**Problem: steps in the cutoff convergence of a phosphorus pseudo-atom**

A norm-conserving PBEsol pseudopotential for phosphorus is held fixed, and its lowest s and p levels (3s and 3p) are recomputed in a basis of spherical Bessel functions that is cut off at ever higher kinetic energy. In Rydberg units a basis function of wave number $q$ has kinetic energy $q^2$, so a cutoff $E_c$ keeps the functions with $q<q_c=\sqrt{E_c}$. The excess of a level, $\Delta_s$ or $\Delta_p$, is its energy at $E_c$ less its energy at 400 Ry. All rows belong to the spherical, spin-unpolarised 3s² 3p³ reference state, which is not the quartet ground state of the atom. The rows at 21, 30 and 40 Ry deserve the closest attention.

ld1.x 7.5, non-relativistic PBEsol: phosphorus pseudo-atom with a separable Troullier-Martins potential ([Ne] core, valence 3s2 3p3, radii 1.7 bohr for s and 1.8 bohr for p, p channel local, core correction). Levels are computed in spherical Bessel functions in a 20 bohr box with the reference potential; errors and excesses are relative to the values at 400 Ry.

| cutoff (Ry) | sum of levels error (mRy) | lowest s level excess (mRy) | lowest p level excess (mRy) |
| --- | --- | --- | --- |
| 10 | 81.52 | 38.45 | 1.54 |
| 15 | 22.35 | 9.48 | 1.13 |
| 21 | 9.41 | 4.06 | 0.43 |
| 30 | 6.49 | 3.20 | 0.03 |
| 40 | 1.53 | 0.72 | 0.03 |
| 50 | 0.35 | 0.16 | 0.01 |
| 60 | 0.30 | 0.15 | 0 |
| 80 | 0.08 | 0.04 | 0 |
| 100 | 0.02 | 0.01 | 0 |
| 140 | 0 | 0 | 0 |

**(a)** Derive what the excess of a level measures, and from it the sign and direction of the trend. How are the three result columns related, and what fraction of the 3s wave lies outside the basis at 30 Ry?

*Solution.* Let $\psi$ be the converged, normalised level with $(H-\varepsilon)\psi=0$, and split it as $\psi=\psi_<+\psi_>$, the parts that the cutoff keeps and discards. Taking $\psi_<$ as trial function and using $(H-\varepsilon)\psi_<=-(H-\varepsilon)\psi_>$ twice gives

$$\frac{\langle\psi_<|H-\varepsilon|\psi_<\rangle}{\langle\psi_<|\psi_<\rangle}=\frac{\langle\psi_>|H-\varepsilon|\psi_>\rangle}{1-w},\qquad w=\langle\psi_>|\psi_>\rangle .$$

This is an upper bound to the excess, because diagonalising in the truncated basis lets the kept part relax. If $w$ is small, and if the potential among the discarded functions is neglected beside their kinetic energy of tens of rydberg, then with expansion coefficients $c_n$

$$\Delta(E_c)\approx\sum_{q_n>q_c}|c_n|^2\,(q_n^2-\varepsilon).$$

The excess is the weight of the wave beyond the cutoff, each piece priced at about its kinetic energy. Sign and direction do not need the approximation: the Hamiltonian is the same in every row and each basis contains the previous one, so the lowest level of each angular momentum can only fall towards its limit. The table obeys this in every row; no excess is negative and none rises with the cutoff. That 3s is the lowest s state relies on the finding that the separable term has no bound ghost below it.

The column "sum of levels error" is the occupation-weighted combination $2\Delta_s+3\Delta_p$. At 21 Ry this is $2\times4.06+3\times0.43=9.41$ mRy, and the relation holds to the printed digit in all ten rows. The sum therefore tells nothing that the two level columns do not.

For the discarded weight at 30 Ry, replace every $q_n^2$ by its smallest value $E_c$ and use the converged 3s level of the run, $\varepsilon_s=-1.017$ Ry:

$$w\approx\frac{\Delta_s}{E_c-\varepsilon_s}=\frac{3.20\times10^{-3}}{30+1.017}\approx1\times10^{-4}.$$

With relaxation and the potential neglected this is an order of magnitude only. It shows why cutoffs are demanding: one part in ten thousand of the norm costs 3 mRy, and the curve is a probe of the far tail of the wave in $q$, not of its bulk.

**(b)** Between 21 and 30 Ry the 3s excess falls only from 4.06 to 3.20 mRy and then drops to 0.72 mRy at 40 Ry; a similar stall appears between 50 and 60 Ry. Decide whether the stalls are real, explain them, and test whether the smoothness of a Troullier-Martins wave predicts the curve.

*Solution.* By part (a), the fall of $\Delta_s$ over an interval is the contribution of the functions admitted in it. In a box of radius $L=20$ bohr the s functions are spaced by $\pi/L=0.157$ bohr⁻¹, so on average 4.5 of them enter over 15–21 Ry, 5.7 over 21–30 Ry and 5.4 over 30–40 Ry. The gain per function is

$$\frac{9.48-4.06}{4.5}=1.2,\qquad \frac{4.06-3.20}{5.7}=0.15,\qquad \frac{3.20-0.72}{5.4}=0.46\ \text{mRy}.$$

This estimate uses table values and no fit. The functions near $q=5.9$ bohr⁻¹ lower the level three times as much as those near $q=5.0$ bohr⁻¹, although they lie further out. Dividing by the price $q^2-\varepsilon_s$, about 26 and 36 Ry, leaves weights of roughly $6\times10^{-6}$ and $1\times10^{-5}$ per function, still in the inverted order. A tail that decayed steadily could not do this, so the numbers show a local minimum of the gain in the 21–30 Ry interval. The same holds for 50–60 Ry, where the fall is 0.01 mRy, at most 0.02 mRy with rounding, over 4.3 functions, against 0.11 mRy over 7.6 functions in the next interval. The local exponent $-\,d\ln\Delta_s/d\ln E_c$ there cannot exceed 0.71, while both neighbouring intervals stay above 4. Rounding does not make the stalls, and neither does the box, since four or more functions enter in each. The core correction is no candidate either: it is subtracted when the potential is unscreened and restored when it is screened again in the reference configuration, so it drops out of the Hamiltonian used here.

The standard explanation is that the coefficients change sign. For an s wave with radial function $u(r)$ the coefficient is the sine transform $c(q)\propto\int u(r)\sin(qr)\,dr$. A wave concentrated in a shell, and joined at a radius $r_c$ to a different analytic form, has a transform that oscillates, much as the diffraction amplitude of an aperture does. Near a zero of $c(q)$ the added functions are almost orthogonal to the wave and lower nothing; beyond it comes another lobe of $|c|^2$, and the remaining excess is the content of all the lobes still ahead. On this reading the 3.20 mRy left at 30 Ry is almost wholly one lobe, exhausted by 50 Ry where 0.16 mRy remains, and that remainder is the next lobe. That the minima are true zeros is argued from the form of the transform; the table shows only that they are minima.

The construction fixes the far tail. Inside $r_c$ a Troullier-Martins s wave is $r\exp[p(r)]$ with $p$ an even polynomial, matched to the all-electron wave in value and four derivatives. It is odd in $r$, so integration by parts leaves no terms at the origin. The fifth derivative jumps by some amount $J$ at $r_c$, which puts $J\,\delta(r-r_c)$ into the sixth derivative, and six integrations by parts give

$$c(q)\to-\frac{J\sin(qr_c)}{q^{6}},\qquad \Delta_s\propto\int_{q_c}^\infty k^{-10}\sin^2(kr_c)\,dk\sim E_c^{-4.5}.$$

The zeros would lie at multiples of $\pi/r_c=1.85$ bohr⁻¹ for $r_c=1.7$ bohr. The fourth, $4\pi/1.7=7.39$ bohr⁻¹ or about 55 Ry, falls inside the second stall. The third, $3\pi/1.7=5.54$ bohr⁻¹ or about 31 Ry, lies just beyond the first stall, in the interval of a steep drop. Jumps in higher derivatives add terms such as $\cos(qr_c)/q^7$ that shift the zeros most at low $q$, which is the right pattern, but one coincidence and one near miss are not a confirmation. The midpoints of the stalls are 2.38 bohr⁻¹ apart. Since a minimum may sit anywhere in its interval, the spacing is only bounded between $7.07-5.48=1.59$ and $7.75-4.58=3.17$ bohr⁻¹, which neither confirms nor excludes 1.85. The heights of the two plateaus are in the ratio 23, where a $q^{-9}$ envelope gives 33: the right size, and somewhat slower than the asymptote.

As a description of the whole curve the formula fails. Three forms were fitted to the logarithm of the nine non-zero s values, 10 to 100 Ry, which include the rows followed here; the output printed after the text gives the residuals. A smooth power law has exponent $-3.2$ and is 57% below the table value at 30 Ry and 68% above it at 50 Ry, as it must be when drawn through steps. The asymptotic form $A\int k^{-m}\sin^2[R(k-q_0)]\,dk$ with $m=10$, $R=r_c$ and a free phase does worse, with a weighted rms error of 0.82 in the logarithm against 0.42, because its envelope is too steep: too high up to 21 Ry, too low from 30 Ry on. Freeing $m$ and $R$ lowers the rms only to 0.29 with four constants. $R$ runs to the lower bound allowed, 0.9 bohr, and the zeros land at 17 and 58 Ry, so the second stall is caught and the first is misplaced, 49% too high at 21 Ry and 20% too low at 30 Ry, where rounding is at most 0.2%. These constants mean nothing physically. For the unfitted 140 Ry row, printed as zero, the power law and the free form both predict about 0.01 mRy, too much, and the asymptotic form 0.001 mRy. A single evenly spaced oscillation under a power envelope does not describe this range. Theory gives a reason: at 30 Ry $q_cr_c$ is only about 9, three half-periods, and there the transform still reflects the whole shape of the polynomial inside $r_c$ and not only the join.

**(c)** Which level sets the cutoff, and why does its share of the sum move irregularly? Test the difference in radii as a cause of the gap between s and p, and say what follows for choosing a cutoff and for neighbouring cases.

*Solution.* The 3s level sets it. Its share $2\Delta_s$ of the sum is about 85% or more in every row with a non-zero sum, even though 3p carries more electrons. The share runs 94, 85, 86 and 99% over the first four rows because the two channels stall at different places. The p excess falls by 0.41 mRy over 10–15 Ry and by more, 0.70 mRy, over 15–21 Ry with the same number of new functions, the inversion seen for s in part (b) but at lower $q$. While p lingers and s drops quickly, the s share sinks. Over 21–30 Ry the roles swap, p losing 93% and s only 21%, and the ratio $\Delta_s/\Delta_p$ jumps from 9.4 to about 100. From 30 Ry on the p values are a few units of the last digit or zero, and the repeated 0.03 mRy cannot be assigned a cause.

If two waves differed only by a stretch of length, all wave numbers would scale inversely with it, and cutoffs and excesses, both being energies, with its inverse square. The radii 1.7 and 1.8 bohr give $(1.8/1.7)^2=1.12$. The table needs far more: p has 1.54 mRy at 10 Ry and s reaches that value near 35 Ry, while the 0.43 mRy of p at 21 Ry is reached by s near 43 Ry. The three cutoff ratios obtained by interpolation are 3.5, 2.5 and 2.1. These ratios compare equal excesses; raising the s target by the factor 1.12 as well lowers them only slightly. The difference in radii, taken as a stretch, is thus ruled out as the main cause.

A second length is set by the binding. Far out a level decays as $e^{-\kappa r}$ with $\kappa=\sqrt{-\varepsilon}$, 1.01 bohr⁻¹ for 3s and 0.64 bohr⁻¹ for 3p. This favours a 3s shell that is narrower in $r$ and broader in $q$, which is the right direction. As a measure, however, a pure stretch by $\kappa$ fails. It would scale cutoffs and excesses alike by the level ratio 2.52, so the 0.43 mRy of p at 21 Ry would become about 1.1 mRy of s near 53 Ry, where the table has only about 0.16 mRy. The waves are not stretched copies, and part (b) ties the far tail to the region inside $r_c$. A further contribution, untested here, may come from shape. The all-electron 3s has two nodes and holds little charge near the nucleus. Norm conservation fixes only the total charge inside $r_c$, but this limits how much the nodeless wave can pile up there. An s wave starts as $u\sim r$ and may have to bend upward to stay small inside and still reach the shell, whereas a p wave starts as $r^2$ and has that shape unforced. One curve cannot separate this from the effect of $\kappa$.

For neighbouring cases the argument gives directions, not numbers. A larger s radius should move the s plateaus to lower cutoff, while a larger p radius would change the sum little, since p supplies no more than about 15% of it. The order s harder than p may recur, at similar radii, where both valence shells are held outward by core shells of the same angular momentum; this one potential does not establish it as a rule. A 2p or 3d shell has no such core shell beneath it, peaks close to the nucleus and normally becomes the hard channel instead.

The steps make a two-point convergence test unsafe. From 21 to 30 Ry the sum changes by 2.92 mRy while 6.49 mRy remains, and from 50 to 60 Ry it changes by 0.05 mRy while 0.30 mRy remains; in every other interval up to 100 Ry the change exceeds the remainder. A test should span more than one lobe, here at least some 2 to 3 bohr⁻¹ in $q_c$. The run reports 21 Ry for 10 mRy and 45 Ry for 1 mRy, and because 21 Ry is the start of a plateau, going to 30 Ry buys little while 40 Ry brings the sum to 1.53 mRy. These are absolute level errors of the wave basis. Energy differences in a solid often converge sooner, because the discarded tail comes from the core region and largely cancels, while the density grid that the core correction requires is a separate demand that this curve does not probe. Convergence is also towards this potential's own limit: its first and second ionisation energies differ from the all-electron values of the same functional by 3.1 and 18.5 meV, a transferability error that a higher cutoff does not remove.

The analysis program printed:

```
cutoff Ry | q 1/bohr | sum-(2s+3p) mRy | s share % | s/p | omitted s weight ~ excess/(cutoff-level)
  10 |  3.16 |  0.00 | 94 | 25.0 | 3e-03
  15 |  3.87 |  0.00 | 85 | 8.4 | 6e-04
  21 |  4.58 |  0.00 | 86 | 9.4 | 2e-04
  30 |  5.48 |  0.00 | 99 | 106.7 | 1e-04
  40 |  6.32 |  0.00 | 94 | 24.0 | 2e-05
  50 |  7.07 |  0.00 | 91 | 16.0 | 3e-06
  60 |  7.75 |  0.00 | 100 | - | 2e-06
  80 |  8.94 |  0.00 | 100 | - | 5e-07
 100 | 10.00 |  0.00 | 100 | - | 1e-07
 140 | 11.83 |  0.00 | - | - | 0e+00
interval Ry | mid q | new s box functions | s drop % | s exponent (range from rounding) | p drop %
10-15 | 3.52 | 4.5 | 75 | 3.45 (3.45 to 3.45) | 27
15-21 | 4.23 | 4.5 | 57 | 2.52 (2.52 to 2.53) | 62
21-30 | 5.03 | 5.7 | 21 | 0.67 (0.66 to 0.68) | 93
30-40 | 5.90 | 5.4 | 78 | 5.19 (5.16 to 5.21) | -
40-50 | 6.70 | 4.8 | 78 | 6.74 (6.57 to 6.91) | -
50-60 | 7.41 | 4.3 | 6 | 0.35 (0.00 to 0.71) | -
60-80 | 8.35 | 7.6 | 73 | 4.59 (4.07 to 5.17) | -
80-100 | 9.47 | 6.7 | 75 | 6.21 (3.80 to 9.85) | -
smooth power law (2 constants): excess ~ cutoff^-3.18 (asymptote -4.5), weighted rms of ln 0.42
asymptotic form (2 constants): m 10.00, R 1.70 bohr, zeros at 12 28 50 80 Ry, spacing 1.85 1/bohr, rms 0.82
free oscillating tail (4 constants): m 7.75, R 0.90 bohr, zeros at 17 58 Ry, spacing 3.49 1/bohr, rms 0.29
cutoff | s table | power | asymptotic | free (mRy) | errors % | rounding % (140 Ry not fitted)
  10 | 38.45 | 44.844 | 76.244 | 42.716 | +17 +98 +11 | 0.0
  15 | 9.48 | 12.347 | 45.691 | 6.790 | +30 +382 -28 | 0.1
  21 | 4.06 | 4.234 | 5.859 | 6.043 | +4 +44 +49 | 0.1
  30 | 3.20 | 1.361 | 1.562 | 2.546 | -57 -51 -20 | 0.2
  40 | 0.72 | 0.545 | 0.368 | 0.555 | -24 -49 -23 | 0.7
  50 | 0.16 | 0.268 | 0.118 | 0.166 | +68 -26 +4 | 3.1
  60 | 0.15 | 0.150 | 0.080 | 0.146 | +0 -47 -3 | 3.3
  80 | 0.04 | 0.060 | 0.015 | 0.082 | +50 -62 +106 | 12.5
 100 | 0.01 | 0.030 | 0.006 | 0.022 | +196 -41 +120 | 50.0
 140 | 0.00 | 0.010 | 0.001 | 0.012 | - - - | -
plateau mid q 5.03 and 7.41, spacing 2.38; pi/r_s 1.85; box spacing 0.157 (1/bohr)
plateau height ratio 23; q^-9 would give 33
p has 1.54 mRy at 10 Ry; s reaches it near 35 Ry; cutoff ratio 3.5
p has 1.13 mRy at 15 Ry; s reaches it near 37 Ry; cutoff ratio 2.5
p has 0.43 mRy at 21 Ry; s reaches it near 43 Ry; cutoff ratio 2.1
radius scaling (r_p/r_s)^2 1.12; level ratio s/p 2.52; decay constants s 1.01 p 0.64 1/bohr
sum crosses 10 mRy near 21 Ry, 1 mRy near 43 Ry; change 21-30 Ry 2.92, left at 30 Ry 6.49 mRy
```
